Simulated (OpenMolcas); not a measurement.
# How basis sets differ on SiNH5O (SMILES N[SiH2]O)

SiNH5O has 8 atoms, charge 0, and is taken as a singlet. SMILES: `N[SiH2]O`. The shape is that of a GFN2-xTB optimisation. This is one conformer, not always the lowest.

Each level gives the HOMO–LUMO gap (eV). The values are calculated.

```tsv
level	kind	program	value (eV)	CPU time
HF/ANO-XS-MB (DKH2)	Hartree–Fock	OpenMolcas	19.21	1.2 s
HF/STO-3G	Hartree–Fock	OpenMolcas	22.17	1.9 s
HF/3-21G	Hartree–Fock	OpenMolcas	16.32	1.8 s
HF/def2-SVP	Hartree–Fock	OpenMolcas	16.08	4.8 s
HF/6-311++G(2d,2p) (RICD fitting)	Hartree–Fock	OpenMolcas	12.66	7.9 s
```

The values span 12.66 to 22.17 eV. A Hartree–Fock LUMO above zero doesn't converge with the basis: it sinks as sets grow more diffuse. Orbital gaps aren't excitation energies. CPU times are rough (shared hosts, several kinds of processor): they show what a rung costs within a factor of a few.

The gap follows the radial freedom of the basis: widest in the two minimal sets, narrower in the split-valence ones, and narrowest at 12.66 eV once diffuse functions enter. The occupied side probably contributes little to the last step, since the HOMO should be mainly a nitrogen lone pair, already well described by a split valence shell. The empty level is different. Hartree–Fock virtual orbitals feel the field of all the electrons, so an extra electron in this saturated, closed-shell molecule finds little attraction. Compact sets force it into antibonding Si–O, Si–N and Si–H combinations at high energy, whereas diffuse functions let it spread outside the molecule.

The closeness of 3-21G and def2-SVP, at 16.32 and 16.08 eV, therefore reflects a similar valence reach rather than convergence, and suggests that polarisation functions matter little here. The spread between the minimal sets probably stems from their different contractions, as scalar relativity is weak for such light atoms. Without separate orbital energies, the shares of HOMO and LUMO in each shift remain unresolved.
